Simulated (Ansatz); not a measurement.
**Si2NH7 (SMILES [SiH3]N[SiH3]): methods side by side**

Si2NH7: 10 atoms, total charge 0, spin state singlet. As SMILES, `[SiH3]N[SiH3]`. The shape is that of a PBE0-D4/def2-TZVP optimisation. The run starts from this shape.

Quantity: the adiabatic ionisation energy (to the doublet cation, no zero-point term), in eV. The values are calculated.

```csv
level,kind,program,value (eV),CPU time (all runs)
HF/STO-3G,Hartree–Fock,Ansatz,4.29,7.8 s
HF/3-21G,Hartree–Fock,Ansatz,7.48,6.6 s
HF/6-31G* (Cartesian functions),Hartree–Fock,Ansatz,7.79,15 s
B3LYP/6-31G* (Cartesian functions),global hybrid,Ansatz,8.92,35 s
MP2/6-31G* (Cartesian functions),perturbation theory,Ansatz,8.89,26 s
```

The values span 4.29 to 8.92 eV. Without the sets that lack polarisation functions the rows with a basis span only 7.79 to 8.92 eV. CPU times are rough (shared hosts, several kinds of processor): they show what a rung costs within a factor of a few.

Electron correlation and valence flexibility both raise the ionisation energy of disilazane. In the same polarised basis, Hartree–Fock gives 7.79 eV, against 8.89 eV with MP2 and 8.92 eV with B3LYP. The electron removed probably comes mainly from the nitrogen lone pair, which has p character and mixes with the Si–H framework. Ionisation breaks up an electron pair, so the neutral molecule loses correlation energy that Hartree–Fock never included; mean-field theory therefore places the cation too close to the neutral.

The very low STO-3G value has a different origin. A minimal basis cannot adjust the radial extent of the nitrogen valence shell, and this probably penalises the electron-rich neutral more than the cation. Split-valence functions remove most of that imbalance, whereas the further change to 6-31G* is much smaller. The near agreement of MP2 and B3LYP supports a substantial correlation contribution, but it doesn't establish basis-set convergence, since both share the same one-particle space.
